**Stepwise cutoff convergence of the 3s and 3p levels of a phosphorus pseudopotential**

The table holds the excess of the 3s and 3p pseudo-atom levels of P over their 400 Ry values, and their occupation-weighted sum, against the cutoff of a spherical Bessel basis (ld1.x, PBEsol, non-relativistic, Troullier-Martins separable potential). The program treats the excess as the discarded Fourier tail of the wave and fits three forms to the nine non-zero s values: a smooth power law, the asymptotic Troullier-Martins tail and an oscillating tail with free exponent and period. The output shows that the stalls at 21–30 and 50–60 Ry survive rounding and are not due to the box, and that 3s supplies about 85% or more of the sum. None of the three forms reproduces the curve to within rounding; the free form ends at the bound of its radius range and misplaces the first stall. The cutoff ratios between s and p at equal error, 2.1 to 3.5, far exceed the factor 1.12 from the radii.

ld1.x 7.5, non-relativistic PBEsol: phosphorus pseudo-atom with a separable Troullier-Martins potential ([Ne] core, valence 3s2 3p3, radii 1.7 bohr for s and 1.8 bohr for p, p channel local, core correction). Levels are computed in spherical Bessel functions in a 20 bohr box with the reference potential; errors and excesses are relative to the values at 400 Ry.

## The fit in Python

```python
# Table: excess (mRy) of the 3s and 3p pseudo-atom levels of P over their 400 Ry values against the
# spherical-Bessel cutoff (ld1.x, PBEsol, non-relativistic, Troullier-Martins separable, 20 bohr box).
# Tested: excess = omitted Fourier tail A*int k^-m sin^2(R(k-q0)) dk, against a smooth power law and the
# asymptotic Troullier-Martins form (m = 10, R = r_c); also box, rounding and radius as causes.
T = {
    'cutoff': [10, 15, 21, 30, 40, 50, 60, 80, 100, 140],  # Ry
    'sum_of_levels_error': [81.52, 22.35, 9.41, 6.49, 1.53, 0.35, 0.3, 0.08, 0.02, 0.0],  # mRy
    'lowest_s_level_excess': [38.45, 9.48, 4.06, 3.2, 0.72, 0.16, 0.15, 0.04, 0.01, 0.0],  # mRy
    'lowest_p_level_excess': [1.54, 1.13, 0.43, 0.03, 0.03, 0.01, 0.0, 0.0, 0.0, 0.0],  # mRy
}
import numpy as np
E, S, s, p = (np.array(T[k], float) for k in ('cutoff', 'sum_of_levels_error',
              'lowest_s_level_excess', 'lowest_p_level_excess'))
q = np.sqrt(E)
rs, rp, box = 1.7, 1.8, 20.0          # settings of the run, bohr
es, ep = -1.01744, -0.40353           # levels at 400 Ry from the same run, Ry
h = 0.005                             # half of the last printed digit, mRy
f = lambda ok, a, b, fmt: (fmt % (a / b)) if ok else '-'
print('cutoff Ry | q 1/bohr | sum-(2s+3p) mRy | s share % | s/p | omitted s weight ~ excess/(cutoff-level)')
for i in range(len(E)):
    print('%4d | %5.2f | %5.2f | %s | %s | %.0e' % (E[i], q[i], abs(S[i] - 2*s[i] - 3*p[i]),
          f(S[i] > 0, 200*s[i], S[i], '%.0f'), f(p[i] > 0, s[i], p[i], '%.1f'), 1e-3*s[i]/(E[i] - es)))
n = int((s > 0).sum())
print('interval Ry | mid q | new s box functions | s drop % | s exponent (range from rounding) | p drop %')
sl, hi, lo, qm = [], [], [], []
for i in range(n - 1):
    L = np.log(E[i+1]/E[i])
    sl.append(np.log(s[i]/s[i+1])/L); qm.append((q[i] + q[i+1])/2)
    hi.append(np.log((s[i]+h)/(s[i+1]-h))/L); lo.append(np.log((s[i]-h)/(s[i+1]+h))/L)
    print('%d-%d | %.2f | %.1f | %.0f | %.2f (%.2f to %.2f) | %s' % (E[i], E[i+1], qm[-1],
          (q[i+1]-q[i])*box/np.pi, 100*(1 - s[i+1]/s[i]), sl[-1], lo[-1], hi[-1],
          f(p[i] > 0.05, 100*(p[i]-p[i+1]), p[i], '%.0f')))
y = np.log(s[:n]); w = 1/(0.1**2 + (h/s[:n])**2)   # 10 % model tolerance plus rounding
k = np.arange(3.0, 40.0, 0.005)
tail = lambda g: np.interp(q, k, np.cumsum(g[::-1])[::-1])
def scan(ms, Rs):
    best = (np.inf,)
    for R in Rs:
        c, d = np.cos(2*R*k), np.sin(2*R*k)
        q0 = (4 + np.linspace(0, np.pi/R, 120, endpoint=False))[:, None]
        for m in ms:
            g = k**-m
            M = np.log(tail(g) - np.cos(2*R*q0)*tail(g*c) - np.sin(2*R*q0)*tail(g*d))
            a = ((y - M[:, :n])*w).sum(1)/w.sum()
            chi = ((y - M[:, :n] - a[:, None])**2*w).sum(1); j = chi.argmin()
            if chi[j] < best[0]: best = (chi[j], m, R, q0[j, 0], np.exp(M[j] + a[j]))
    return best
cf = np.polyfit(np.log(E[:n]), y, 1, w=np.sqrt(w)); P = np.exp(np.polyval(cf, np.log(E)))
A, B = scan([10.0], [rs]), scan(np.arange(5, 14.01, 0.25), np.arange(0.9, 2.01, 0.02))
rms = lambda M: np.sqrt((w*(y - np.log(M[:n]))**2).sum()/w.sum())
print('smooth power law (2 constants): excess ~ cutoff^%.2f (asymptote -4.5), weighted rms of ln %.2f' % (cf[0], rms(P)))
for nm, b in (('asymptotic form (2 constants)', A), ('free oscillating tail (4 constants)', B)):
    z = [b[3] + j*np.pi/b[2] for j in range(-3, 5) if q[0] < b[3] + j*np.pi/b[2] < q[n-1]]
    print('%s: m %.2f, R %.2f bohr, zeros at %s Ry, spacing %.2f 1/bohr, rms %.2f' % (nm, b[1], b[2],
          ' '.join('%.0f' % x**2 for x in z), np.pi/b[2], rms(b[4])))
print('cutoff | s table | power | asymptotic | free (mRy) | errors % | rounding % (140 Ry not fitted)')
for i in range(len(E)):
    print('%4d | %.2f | %.3f | %.3f | %.3f | %s | %s' % (E[i], s[i], P[i], A[4][i], B[4][i],
          ' '.join(f(s[i] > 0, 100*(M[i]-s[i]), s[i], '%+.0f') for M in (P, A[4], B[4])),
          f(s[i] > 0, 100*h, s[i], '%.1f')))
print('plateau mid q %.2f and %.2f, spacing %.2f; pi/r_s %.2f; box spacing %.3f (1/bohr)' % (qm[2], qm[5], qm[5]-qm[2], np.pi/rs, np.pi/box))
print('plateau height ratio %.0f; q^-9 would give %.0f' % ((s[2]+s[3])/(s[5]+s[6]), (qm[5]/qm[2])**9))
cut = lambda v, t: np.interp(-np.log(t), -np.log(v[:n]), q[:n])**2   # ln excess linear in q
rat = [cut(s, p[i])/E[i] for i in range(3)]
for i in range(3):
    print('p has %.2f mRy at %d Ry; s reaches it near %.0f Ry; cutoff ratio %.1f' % (p[i], E[i], rat[i]*E[i], rat[i]))
print('radius scaling (r_p/r_s)^2 %.2f; level ratio s/p %.2f; decay constants s %.2f p %.2f 1/bohr' % ((rp/rs)**2, es/ep, np.sqrt(-es), np.sqrt(-ep)))
print('sum crosses 10 mRy near %.0f Ry, 1 mRy near %.0f Ry; change 21-30 Ry %.2f, left at 30 Ry %.2f mRy' % (cut(S, 10), cut(S, 1), S[2]-S[3], S[3]))
assert np.all(abs(S - 2*s - 3*p) <= 6*h + 1e-9)
assert np.all(np.diff(s) <= 0) and np.all(np.diff(p) <= 0) and np.all(s >= p)
assert hi[2] < min(lo[1], lo[3]) and hi[5] < min(lo[4], lo[6])
assert min(rat) > (rp/rs)**2
```

Running it gives:

```
cutoff Ry | q 1/bohr | sum-(2s+3p) mRy | s share % | s/p | omitted s weight ~ excess/(cutoff-level)
  10 |  3.16 |  0.00 | 94 | 25.0 | 3e-03
  15 |  3.87 |  0.00 | 85 | 8.4 | 6e-04
  21 |  4.58 |  0.00 | 86 | 9.4 | 2e-04
  30 |  5.48 |  0.00 | 99 | 106.7 | 1e-04
  40 |  6.32 |  0.00 | 94 | 24.0 | 2e-05
  50 |  7.07 |  0.00 | 91 | 16.0 | 3e-06
  60 |  7.75 |  0.00 | 100 | - | 2e-06
  80 |  8.94 |  0.00 | 100 | - | 5e-07
 100 | 10.00 |  0.00 | 100 | - | 1e-07
 140 | 11.83 |  0.00 | - | - | 0e+00
interval Ry | mid q | new s box functions | s drop % | s exponent (range from rounding) | p drop %
10-15 | 3.52 | 4.5 | 75 | 3.45 (3.45 to 3.45) | 27
15-21 | 4.23 | 4.5 | 57 | 2.52 (2.52 to 2.53) | 62
21-30 | 5.03 | 5.7 | 21 | 0.67 (0.66 to 0.68) | 93
30-40 | 5.90 | 5.4 | 78 | 5.19 (5.16 to 5.21) | -
40-50 | 6.70 | 4.8 | 78 | 6.74 (6.57 to 6.91) | -
50-60 | 7.41 | 4.3 | 6 | 0.35 (0.00 to 0.71) | -
60-80 | 8.35 | 7.6 | 73 | 4.59 (4.07 to 5.17) | -
80-100 | 9.47 | 6.7 | 75 | 6.21 (3.80 to 9.85) | -
smooth power law (2 constants): excess ~ cutoff^-3.18 (asymptote -4.5), weighted rms of ln 0.42
asymptotic form (2 constants): m 10.00, R 1.70 bohr, zeros at 12 28 50 80 Ry, spacing 1.85 1/bohr, rms 0.82
free oscillating tail (4 constants): m 7.75, R 0.90 bohr, zeros at 17 58 Ry, spacing 3.49 1/bohr, rms 0.29
cutoff | s table | power | asymptotic | free (mRy) | errors % | rounding % (140 Ry not fitted)
  10 | 38.45 | 44.844 | 76.244 | 42.716 | +17 +98 +11 | 0.0
  15 | 9.48 | 12.347 | 45.691 | 6.790 | +30 +382 -28 | 0.1
  21 | 4.06 | 4.234 | 5.859 | 6.043 | +4 +44 +49 | 0.1
  30 | 3.20 | 1.361 | 1.562 | 2.546 | -57 -51 -20 | 0.2
  40 | 0.72 | 0.545 | 0.368 | 0.555 | -24 -49 -23 | 0.7
  50 | 0.16 | 0.268 | 0.118 | 0.166 | +68 -26 +4 | 3.1
  60 | 0.15 | 0.150 | 0.080 | 0.146 | +0 -47 -3 | 3.3
  80 | 0.04 | 0.060 | 0.015 | 0.082 | +50 -62 +106 | 12.5
 100 | 0.01 | 0.030 | 0.006 | 0.022 | +196 -41 +120 | 50.0
 140 | 0.00 | 0.010 | 0.001 | 0.012 | - - - | -
plateau mid q 5.03 and 7.41, spacing 2.38; pi/r_s 1.85; box spacing 0.157 (1/bohr)
plateau height ratio 23; q^-9 would give 33
p has 1.54 mRy at 10 Ry; s reaches it near 35 Ry; cutoff ratio 3.5
p has 1.13 mRy at 15 Ry; s reaches it near 37 Ry; cutoff ratio 2.5
p has 0.43 mRy at 21 Ry; s reaches it near 43 Ry; cutoff ratio 2.1
radius scaling (r_p/r_s)^2 1.12; level ratio s/p 2.52; decay constants s 1.01 p 0.64 1/bohr
sum crosses 10 mRy near 21 Ry, 1 mRy near 43 Ry; change 21-30 Ry 2.92, left at 30 Ry 6.49 mRy
```
